## The Lennard-Jones image limit and its scaling: Cs above Ag

**Conventions.** Atomic (Gaussian) units are used, with $c=1/\alpha_{\rm fs}$. The atom is in vacuum, in its ground state, a distance $z$ from a flat surface, and $V=-C_3/z^3$. One atomic unit of $C_3$ is $4.03$ eV Å$^3$.

### The limit

A squared dipole has the dimension energy × volume. A perfect conductor with $c\to\infty$ adds no scale, so $V\propto\langle d^2\rangle/z^3$. For a unit core charge at height $z$ and an electron displaced by $\mathbf r=(x,y,\zeta)$, half the sum of all charge–image energies is

$$W=-\frac1{4z}-\frac1{4(z+\zeta)}+\frac1{|2z\hat{\mathbf z}+\mathbf r|}=-\frac{x^2+y^2+2\zeta^2}{16z^3}+\dots$$

For many electrons the quadratic term contains the total dipole $\mathbf d$. First-order perturbation theory gives the result of Lennard-Jones (1932),

$$V=-\frac{\langle d_x^2+d_y^2+2d_z^2\rangle}{16z^3}=-\frac{\langle d^2\rangle}{12z^3},$$

where the second form needs isotropy, which holds for $J\le\frac12$, as in Cs $6s$. For H($1s$), $\langle r^2\rangle=3$ and $C_3^{\rm LJ}=1/4$.

For a substrate with local permittivity $\varepsilon$,

$$C_3=\frac1{4\pi}\int_0^\infty\!\alpha(i\xi)\,\frac{\varepsilon(i\xi)-1}{\varepsilon(i\xi)+1}\,d\xi,\qquad \alpha(i\xi)=\sum_n\frac{2\omega_n|\langle n|d_z|0\rangle|^2}{\omega_n^2+\xi^2}.$$

Replacing the fraction by 1 gives $\int\alpha\,d\xi=\pi\langle d_z^2\rangle$ and hence $\langle d^2\rangle/12$. Passivity, ${\rm Im}\,\varepsilon\ge0$, implies $\varepsilon(i\xi)\ge1$ through the Kramers–Kronig relation, so the fraction lies in $[0,1)$, and $\alpha(i\xi)>0$. Each atom therefore obeys $C_3<C_3^{\rm LJ}$ with its own $\langle d^2\rangle$; the number $1/4$ bounds hydrogen only.

### Model inputs

Take $\alpha(i\xi)=\sum_j\alpha_j\omega_j^2/(\omega_j^2+\xi^2)$. Approximate inputs are $\alpha_v=385$, $\omega_v=1.43$ eV for the $6s$–$6p$ resonance and $\alpha_c=16$ for the Cs$^+$ core. The core frequency $\omega_c=22$ eV is chosen to put $C_3^{\rm LJ}$ near the typical value of about 4.2. Silver has a typical Drude $\omega_p=9.0$ eV, so $\omega_s=\omega_p/\sqrt2=6.36$ eV.

### Substrate speed, $\omega_j/\omega_s$

With $\varepsilon=1+\omega_p^2/\xi^2$ the fraction is $\omega_s^2/(\omega_s^2+\xi^2)$ and

$$C_3=\sum_j\frac{\alpha_j\omega_j}{8}\,\frac{\omega_s}{\omega_j+\omega_s}.$$

A slow oscillator keeps $1-\omega_j/\omega_s$ of its limit, a fast one only $(\omega_s/\omega_j)(1-\omega_s/\omega_j)$. The crossover, one half, is at $\omega_j=\omega_s$, and Cs straddles it.

| | limit | factor | Drude |
|---|---|---|---|
| valence | 2.53 | 0.82 | 2.07 |
| core | 1.62 | 0.22 | 0.36 |
| total | 4.15 | 0.59 | 2.43 |

Drude damping, typically $\gamma\approx0.02$ eV, matters at relative order $\gamma/\omega_s=0.003$ or less. The $4d$ electrons matter more. Add $\Delta\,\omega_0^2/(\omega_0^2+\xi^2)$ to $\varepsilon$ with an approximate $\Delta=4$ and the strength of ten electrons per atom, $\Delta\omega_0^2=10\omega_p^2$, so $\omega_0=14$ eV. The integral then gives $C_3=2.88$, or 0.70 of the limit. The added term is concave in $\omega_0^2$, so spreading the same two sums over a band lowers it.

### Small $z$

*Atomic size.* For an $s$ state the last term of $W$ averages to $1/2z$ when $r<2z$. With $\langle\zeta^4\rangle=\langle r^4\rangle/5$ the asymptotic series is

$$V=-\frac{\langle r^2\rangle}{12z^3}\left[1+\frac35\frac{\langle r^4\rangle}{\langle r^2\rangle z^2}+\dots\right].$$

For H($1s$) the correction is $9/(2z^2)$. For Cs continue the hydrogenic moments $\langle r^2\rangle=n^2(5n^2+1)/2$ and $\langle r^4\rangle=n^4(63n^4+105n^2+12)/8$ to $n=(2I)^{-1/2}=1.87$, with the approximate ionisation energy $I=3.89$ eV. The valence correction is $33/z^2$, which reaches 10 % at $18\,a_0=0.96$ nm.

*Second order.* For a harmonic oscillator the quadratic image term softens the modes to $\omega\sqrt{1-u}$ (twice) and $\omega\sqrt{1-2u}$, with $u=\alpha/8z^3$. The zero-point shift is $-\omega u\,(1+3u/8)$. The correction is only 0.3 % at $18\,a_0$ for the valence oscillator.

*Reference plane.* Nonlocal response replaces $z$ by $z-z_0$ (Zaremba and Kohn, 1976), a relative change $3z_0/z$. An uncertainty of $1\,a_0$ costs 17 % at $18\,a_0$. The bound concerns $C_3$, not $V$ at a fixed distance from the lattice.

*Charge transfer.* The compiled work function of Ag(100) is $\phi=4.36$ eV (Patra 2017). Moving the $6s$ electron to the Fermi level costs $I-\phi-1/4z$, which is $-0.47$ eV at infinity. At $18\,a_0$ the ion gains a further 0.38 eV of image energy, against 11 meV of Drude dispersion energy for the neutral. The neutral atom is metastable. Its tunnelling rate falls asymptotically as $e^{-2\kappa z}$ with $\kappa=\sqrt{2I}=0.53$, tenfold per 0.11 nm. It survives at a few nanometres, but at contact Cs chemisorbs with charge transfer, and $C_3$ does not set the binding energy.

### Large $z$

*Retardation at a mirror.* The result of Casimir and Polder (1948) is

$$V=-\frac1{4\pi z^3}\int_0^\infty\!\alpha(i\xi)\,G(\xi z/c)\,d\xi,\qquad G(x)=e^{-2x}(1+2x+2x^2).$$

For $\omega_jz/c\ll1$ the tail $\alpha_j\omega_j^2/\xi^2$ and $\int_0^\infty(1-G)x^{-2}dx=1$ give the factor $1-2\omega_jz/\pi c$. The scales $c/\omega_j$ are 138 nm (valence) and 9.0 nm (core), and the linear term reaches 10 % of the total near 3 nm. For $\omega_jz/c\gg1$, $\int G\,dx=\frac32$ and $\int x^2G\,dx=\frac52$ give $V=-C_4/z^4$, with $C_4=3c\,\alpha(0)/8\pi=6.6\times10^3$, each oscillator carrying the factor $1-\frac53(c/\omega_jz)^2$.

*Retardation at the Drude metal.* The penetration depth is $\delta=c/\omega_p=22$ nm. For $z\ll\delta,\,c/\omega_j$ the metal is transparent at the frequencies $c/z$ that produce the linear term. Expanding the Fresnel coefficient $r_p$ in $\xi/c$ weights the integrand of $C_3$ by $1-(\xi z/c)^2[1+2\varepsilon/(\varepsilon+1)]$. The bracket lies between 2 and 3, and the weighted mean of $\xi^2$ is $\omega_j\omega_s$, so this leading term stays below 6 % of the total at 5 nm. For $z\gg\delta$ the metal approaches the mirror, and $C_4$ acquires the factor $1-8\delta/5z$. At 1 µm this correction is 3.5 %, beside 3.2 % from the valence term above. The asymptotes cross at $z=C_4/C_3$: 84 nm for the mirror, 120 nm with the $d$ term and 143 nm without it.

*Temperature.* The integral becomes a sum over $\xi_n=2\pi nk_BT$, and at large $z$ only the half-weighted $n=0$ term survives, $V=-k_BT\alpha(0)/4z^3$. It equals $-C_4/z^4$ at $z_T=3c/2\pi k_BT=3.6$ µm for 300 K.

### The window for Cs above Ag

The $z^{-3}$ law holds to roughly 10 % from about 2 to 5 nm, closed below by size, reference plane and ionisation and above by retardation. There the model's $C_3$ is 2.4 to 2.9 a.u., or 9.8 to 11.6 eV Å$^3$, against its limit of 16.7 eV Å$^3$. The shortfall comes mainly from the fast core. At 5 nm the model's non-retarded $|V|$ is 78 to 93 µeV, far below $k_BT=26$ meV at 300 K.